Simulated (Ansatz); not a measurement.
# ZnCu: the change of phonon heat capacity and phonon entropy with temperature

Results calculated with Ansatz 0.2.0, not measured. Harmonic phonon free energy (zero-point part included), entropy and heat capacity at constant volume from interpolated force constants; periodic cell, basis, potentials, k mesh and filling as listed.

Structure of every row (space group Pm-3m, No. 221):
```
cell vectors (Å)
   2.9450     0.0000     0.0000
   0.0000     2.9450     0.0000
   0.0000     0.0000     2.9450
atoms (fractions of the cell vectors)
Zn  0.50000  0.50000  0.50000
Cu  0.00000  0.00000  0.00000
```

Settings of every row: functional r2SCAN; dispersion none; potentials PAW; wave cutoff 500 eV; density cutoff 2000 eV; k mesh 10x10x10; k shift 0x0x0; occupations cold; smearing width 0.1 eV; spin none; SCF threshold exponent -8; phonon method finite displacements; phonon supercell 2x2x2; dipole term of polar modes left out.

Limits: coarse k mesh, up to 40 meV an atom off; small supercell for force constants; volume not checked for rest.

```csv
row,temperature (K),phonon heat capacity (k_B/atom),phonon entropy (k_B/atom),phonon free energy (meV/atom)
1,160,2.596,2.764,9.29
2,240,2.808,3.864,-13.77
3,320,2.89,4.685,-43.36
4,400,2.928,5.334,-77.97
5,480,2.95,5.87,-116.64
6,560,2.963,6.326,-158.72
7,640,2.972,6.722,-203.73
8,720,2.978,7.073,-251.3
9,800,2.982,7.387,-301.16
10,880,?,?,?
11,960,2.987,7.931,-406.86
```

Question: what phonon heat capacity and phonon entropy should row 10 give?

Worked fit of phonon heat capacity. At high temperature a harmonic heat capacity falls short of its limit by a term in 1/T², so take t = (100 K / T)². The shown rows have t = 0.39062, 0.17361, 0.09766, 0.0625, 0.0434, 0.03189, 0.02441, 0.01929, 0.01562, 0.01085. Least squares give phonon heat capacity = 2.9999 − 1.1619 × t + 0.3275 × t² k_B/atom; a straight line predicts inner rows, each left out in turn, worse (root mean square 0.0043 against 0.00039 k_B/atom). The rows lie off it by 0.000, 0.000, 0.000, -0.001, 0.000, 0.000, 0.000, 0.000, 0.000, 0.000. The constant, 2.9999 k_B/atom, is to be held against the harmonic limit of 3 k_B an atom. The withheld row has t = 0.01291, so the fit gives 2.9999 − 1.1619 × (0.01291) + 0.3275 × (0.01291)² = 2.985 k_B/atom.

The calculation gave 2.985 k_B/atom. The fit meets it to the printed digit.

Worked fit of phonon entropy. Entropy rises as the heat capacity times the change of ln T, so take t = ln(T / 300 K). The shown rows have t = -0.6286, -0.2231, 0.0645, 0.2877, 0.47, 0.6242, 0.7577, 0.8755, 0.9808, 1.1632. Least squares give phonon entropy = 4.5079 + 2.84575 × t + 0.09077 × t² k_B/atom; a straight line predicts inner rows, each left out in turn, worse (root mean square 0.023 against 0.0084 k_B/atom). The rows lie off it by 0.009, -0.014, -0.007, 0.000, 0.005, 0.006, 0.006, 0.004, 0.001, -0.010 (root mean square 0.0073 k_B/atom), a smooth pattern that one more power would take up: the form is only approximate. The slope at t = 0, 2.85 k_B/atom, estimates the heat capacity at 300 K. The withheld row has t = 1.0761, so the fit gives 4.5079 + 2.84575 × (1.0761) + 0.09077 × (1.0761)² = 7.675 k_B/atom.

The calculation gave 7.671 k_B/atom. The fit lies 0.004 k_B/atom (0.077 % of the column's range) above it; its largest miss of a shown row is 0.014 k_B/atom.

The other values of row 10: phonon free energy -353.07 meV/atom.
